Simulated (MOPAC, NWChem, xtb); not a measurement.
# How methods differ on CH5Si (SMILES [CH2][SiH3])

CH5Si has 7 atoms, charge 0, and is taken as a doublet. SMILES: `[CH2][SiH3]`. The coordinates come from a PBE0-D4/def2-TZVP relaxation.

Quantity: the dipole moment, in D. The values are calculated.

```tsv
level	kind	program	value (D)	CPU time
PM6	semi-empirical	MOPAC	0.49	under 2 s
PM7	semi-empirical	MOPAC	0.26	under 2 s
GFN0-xTB	semi-empirical	xtb	1.68	under 2 s
GFN1-xTB	semi-empirical	xtb	1.16	under 2 s
UTPSSh/6-31G* (spherical functions)	hybrid meta-GGA	NWChem	0.78	9.2 s
UTPSSh/6-31+G* (spherical functions)	hybrid meta-GGA	NWChem	0.68	9.1 s
UTPSSh/6-31++G** (spherical functions)	hybrid meta-GGA	NWChem	0.65	15 s
UTPSSh/6-311+G**	hybrid meta-GGA	NWChem	0.61	19 s
UTPSSh/6-311++G(2d,2p)	hybrid meta-GGA	NWChem	0.66	31 s
```

The values span 0.26 to 1.68 D. Magnitudes only. Times are those of the runs behind each value, whatever else they computed, on shared processors of several kinds: orders of magnitude only.

The hybrid-functional dipoles stay between 0.61 and 0.78 D, while both PM methods fall below that range and both xTB methods above it. The treatment of charge distribution therefore matters far more here than the choice among these basis sets.

Silicon is more electropositive than both carbon and hydrogen, so the Si–C bond is polarised towards carbon and the Si–H bonds are hydridic. Along the molecular axis, the silyl hydrogens and the weakly positive methylene hydrogens both oppose the Si–C contribution. The small net dipole is thus a difference between larger terms, and modest errors in atomic charges or hybridisation can change it substantially. The xTB values probably reflect less complete cancellation.

Adding diffuse functions to the smallest basis gives the largest single basis-set change, from 0.78 to 0.68 D, consistent with a better description of the outer electron density. Later changes are smaller but not monotonic: the value rises again in the largest basis. This modest basis dependence doesn't establish the accuracy of the functional itself.
